## Results and discussion

The seven cells are white tin, a metal with a tetragonal lattice. Each is held at a fixed volume while its shape relaxes. A cell with positive pressure pushes outward and would lower its energy by growing; a cell with negative pressure pulls inward and would lower it by shrinking. Pressure p is therefore the downhill slope of the energy E against the volume V, p = −dE/dV. Every row gives both a height and a slope of the same curve, and most of the answers below come from reading the two together.

White tin (I4₁/amd, two atoms per cell) in Ansatz 0.2.0: scalar-relativistic r2SCAN with PAW, no spin polarization or dispersion term, 500 eV cutoff, 14×14×14 k mesh, Gaussian smearing of 0.1 eV. Cell shape and atoms are relaxed at fixed volume. Energies are extrapolated to zero smearing and relative to the element's standard crystal; positive pressure means compression.

| volume (relaxed cell) (Å³/atom) | c/a (relaxed cell) | shortest distance (relaxed cell) (Å) | energy over elements (eV/atom) | pressure (GPa) |
| --- | --- | --- | --- | --- |
| 24.273 | 0.5441 | 2.917 | 0.213 | 9.410 |
| 25.101 | 0.5451 | 2.949 | 0.172 | 6.410 |
| 25.929 | 0.5464 | 2.979 | 0.146 | 3.890 |
| 26.756 | 0.5477 | 3.008 | 0.131 | 1.770 |
| 28.411 | 0.5486 | 3.068 | 0.131 | -1.490 |
| 29.241 | 0.5500 | 3.095 | 0.142 | -2.730 |
| 30.344 | 0.5563 | 3.124 | 0.165 | -4.050 |

### 1. Two rows share the energy 0.131 eV per atom. Is the curve flat between them?

It is not, and the pressures show why. The cell at 26.756 Å³ per atom has a pressure of +1.77 GPa and wants to expand. The cell at 28.411 has −1.49 GPa and wants to contract. The two rows stand on opposite walls of a valley, and its floor lies between them, where the table has no row. The rows are a selection that leaves out, among others, runs that failed or met a known fault of the program, so the gap itself says nothing about the crystal.

A straight line between the two pressures places the floor, since the pressure must vanish there:

V₀ ≈ 26.756 + 1.655 × 1.77 / (1.77 + 1.49) ≈ 27.65 Å³ per atom.

Here 1.655 Å³ is the distance between the rows. The pressure falls more and more slowly as the cell grows, so the true curve sags below this line and reaches zero a little earlier. Extending the line through the rows at 25.929 and 26.756 errs the other way and gives 27.45. The equilibrium volume is thus known to about 0.2 Å³, and the floor lies only 4 to 5 meV per atom below the two equal energies.

### 2. Which costs more energy, squeezing or stretching?

Squeezing does. The row at 25.101 is about 9% smaller than the equilibrium cell and lies 41 meV per atom above the lowest row. The row at 30.344 is about 10% larger, yet lies only 34 meV above it. The larger change of volume is the cheaper one because it is an expansion.

The reason is general for bonded matter. Compression confines the valence electrons to less space and pushes them against the ion cores, from which the Pauli principle keeps them out; their kinetic energy then climbs steeply. In expansion this repulsion weakens, and the pull of the bonding, which now resists the change, must itself finally fade as the atoms separate. The energy curve is therefore steep on the small side and soft on the large side. The table shows this asymmetry, while its division into kinetic and bonding parts is theory, since the energy was not split up.

### 3. How stiff is the crystal, and what does that mean for a solder joint?

Stiffness against a change of volume is the bulk modulus, B = −V dp/dV. The two rows around the valley floor give about 54 GPa. One percent of volume change near equilibrium therefore takes roughly half a gigapascal. The value belongs to that volume only: between neighbouring rows it falls from 89 GPa at the compressed end to 36 GPa at the stretched end, as the softening of the bonds requires.

Tin is the main component of common lead-free solders, and a thin joint is held between stiffer metals. When the parts shrink by different amounts on cooling, plastic flow can relieve a misfit of shape, but it leaves the volume unchanged. A volume misfit must be carried elastically unless the two metals can move closer together, or the joint can draw in at its edges or open voids. A tenth of a percent of prevented shrinkage in volume then means a tension of about 50 MPa. This is an estimate for a perfect, cold crystal; a warm one is expected to be somewhat softer.

### 4. Do the energies and the pressures support each other?

The energy gained or lost between two volumes must equal the work done against the pressure. From 29.241 to 30.344 the mean tension is 3.39 GPa and the volume grows by 1.103 Å³ per atom, which makes 23.3 meV. The difference of the computed energies, extrapolated to zero smearing, is also 23.3 meV. Strictly, the pressure belongs to the free energy with smearing, but this changes the steps by only a small fraction of a meV.

The test has a practical use here. All seven runs use the same set of atomic potentials, so their energies can be compared directly. A single run could still have gone astray, for instance by settling in a different electronic state, and an energy offset would then spoil the agreement at the steps next to it. At five of the six steps, energy and work agree within 0.4 meV per atom, so no such offset is visible there.

The poorest agreement, a miss of about 1 meV, occurs on the widest interval, across the valley floor. The mean of the two end pressures is too high there because the true curve sags between them, as found in question 1. The agreement shows that the calculation is consistent with itself. It is no test of the density functional, whose error would enter energy and pressure alike.

### 5. Do all bonds stretch by the same amount?

They do not, although the column of shortest distances hides it. Each atom has four nearest neighbours at that distance and two more, slightly farther away, along the short axis c. From the smallest to the largest cell the four contacts grow by 7.1% and the two along c by 9.3%. A cell that kept its shape would lengthen both by 7.7%.

The rise of the axis ratio c/a is the same fact in another form. A plausible cause is that the longer contacts are the weaker ones and yield more readily when the crystal is pulled apart. The relaxed shapes fit this picture but do not prove it, because the stiffness of the single contacts was not computed. About half of the excess growth along c also arises in the last step alone, which question 7 treats separately.

### 6. Which digits of c/a can be trusted?

Four decimals are printed, but in some rows the third is already uncertain by about one unit. A fully relaxed shape has equal stress along a and c. At 28.411 Å³ per atom a difference of 0.13 GPa remains, with the stronger tension along a, so the cell would still shorten a and lengthen c.

The size of the missing change follows from a short estimate. White tin resists such a distortion with a stiffness of roughly 100 GPa, a recalled value good to order of magnitude. The axis c would then lengthen by a fraction 0.13/100 = 0.0013, and a would shorten by half as much to keep the volume. Their ratio changes by 1.5 times that fraction:

1.5 × 0.0013 × 0.5486 ≈ 0.001.

The printed rise of c/a from 26.756 to 28.411 is 0.0009, no larger than this error. It is also the smallest step in the column, and a reader might take it for a pause of the shape near equilibrium. The leftover stress is a likelier cause: by this estimate, full relaxation would raise c/a at 28.411 and lower it slightly at 26.756. The rise over the first six rows, from 0.5441 to 0.5500, is far above the error and stands.

### 7. Is the jump of c/a in the last row a real effect?

The table does not settle this. The last step raises c/a by 0.0063, several times the error just estimated, but that estimate uses the stiffness of the unstretched crystal. A stretched one may resist the distortion far less. The leftover stress differences of the last two rows also have opposite signs: full relaxation would raise c/a at 29.241 and lower it at 30.344, so both changes shrink the jump. With a quarter of the stiffness assumed in question 6, they would add up to about 0.007, more than the jump itself. Incomplete relaxation is therefore not excluded. A wider spacing of the volumes is not the cause: per Å³ the rise is more than three times that of any earlier step.

A second quantity changes its course in the same row. The smearing entropy, which reflects how many electron states lie close to the Fermi level, had grown at every earlier step and now drops by about a tenth. This points to fewer states close to the Fermi level. A change of shape can bring this about and pay for itself, because the crystal gains energy when a band near that level is pushed down and filled. Whether this happens here is a guess, as the bands themselves are not available.

A change of the atomic potentials can be ruled out as the cause, since all seven runs use the same set. A repeat of the last two cells with a tighter limit on the leftover stress and a denser mesh of k points would show whether the jump survives. Until then the jump is a result for one stretched cell and should not be extended to larger volumes.

### 8. What would change with another reference, or with forces that the calculation leaves out?

Another reference crystal would move all seven energies by the same constant. The slopes would stay as they are, and with them the pressures, the equilibrium volume and the stiffness. The height of about 0.13 eV per atom is thus a statement about two crystals, and the curve alone cannot test it. If the reference is grey tin, the form with the diamond structure, the height is suspect: the real difference between the two forms is only a few hundredths of an eV, as a rough recalled size.

A missing force acts differently, because it changes the slope. The calculation has no added dispersion term; such an attraction would lower the pressure at every volume and shift the valley towards smaller cells. Atomic vibrations, also absent, push outward and shift it towards larger ones. The stiffness from question 3 converts either effect into a volume: a change of pressure by half a gigapascal near equilibrium moves the volume by about one percent. The same rule serves for any neighbouring metal once its bulk modulus is known, and a softer metal reacts more strongly to the same neglected force.
